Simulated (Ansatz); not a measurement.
Equilibrium of C3H5AlCl2 ⇌ C2HAlCl2 + CH4 at process temperatures

Species: C3H5AlCl2 `C=C[CH2][Al]([Cl])[Cl]`, singlet; C2HAlCl2 `C#[C][Al]([Cl])[Cl]`, singlet; CH4 (methane) `C`, singlet. This is a balance of energies; it says nothing on the path, which may need atoms to shift.

The electronic reaction energy at CCSD(T)/CBS estimate is +92.8 kJ/mol. Shapes: PBE0-D4/def2-TZVP. Flexible molecules stand in one conformer, not always the lowest. Programs: Ansatz 0.2.0. Enthalpy and entropy come from rigid-rotor, harmonic-oscillator sums on unscaled PBE0-D4/def2-TZVP wavenumbers, ideal gases at 1 bar; R ln 2 is added for the mirror twin of the chiral shape of C3H5AlCl2. Symmetry numbers: C3H5AlCl2 1, C2HAlCl2 2, CH4 12. R = 8.3145 J/(mol K).

```
T (K)  ΔH (kJ/mol)  ΔS (J/(mol K))
  400        +82.2          +143.4
  600        +81.2          +141.5
  800            ?               ?
```

Task: Work out ln K at 400 and 600 K, and from these estimate it at 800 K.

Result: 
1. 400 K: ΔG = +82.2 − 400 × (+143.4)/1000 = +24.8 kJ/mol; ln K = −ΔG/RT = -7.46.
2. 600 K: ΔG = +81.2 − 600 × (+141.5)/1000 = -3.7 kJ/mol; ln K = −ΔG/RT = +0.74.
3. Slope against 1000/T: (+0.74 − (-7.46))/(1.6667 − 2.5000) = -9.84, that is −ΔH/R with ΔH near +82 kJ/mol.
4. 800 K: ln K = -7.46 + (-9.84) × (1.2500 − 2.5000) = +4.84.

The full sums give ΔH = +78.9 kJ/mol, ΔS = +138.2 J/(mol K), ΔG = -31.7 kJ/mol and ln K = +4.77 at 800 K, so the line is off by +0.07 in ln K; without rounding the miss is +0.08, from the change of ΔH with temperature. The products are favoured at 1 bar above about 570 K, give or take 70 K for 10 kJ/mol in the energy. The number of molecules rises, which sets the sign of ΔS, and lower pressure favours the products. An error of 10 kJ/mol in the energy moves ln K by 1.5 at 800 K. Soft modes are treated as harmonic, which can err either way at these temperatures; the lowest are those of C3H5AlCl2 (62 cm⁻¹), C2HAlCl2 (91 cm⁻¹). Other conformers aren't counted. The CBS estimate extrapolates MP2 from def2-TZVPP and def2-QZVPP and adds CCSD(T) − MP2 in the triple-zeta set, cores frozen.

Methane loss is uphill in enthalpy and driven by entropy: the balance clearly favours the allyl compound at 400 K and the ethynyl compound plus methane at 800 K, while the sign at 600 K is too close to call. The number of C–H bonds is unchanged, but a C–C σ bond is in effect exchanged for a second, weaker π bond, which accounts for the endothermicity. The stronger, more polar bond from aluminium to an sp carbon probably offsets part of this cost. The entropy gain comes mainly from the translation and rotation of a second molecule.

The fall in ΔH on heating reflects a negative heat-capacity change: vibrations of the larger molecule, increasingly excited, are replaced by translations and rotations that already contribute fully. The van 't Hoff plot therefore flattens towards high temperature, and the straight line slightly overestimates ln K. Organoaluminium chlorides readily form chloride-bridged dimers, so these monomer constants need not describe the composition of a real vapour, particularly at the cooler end.
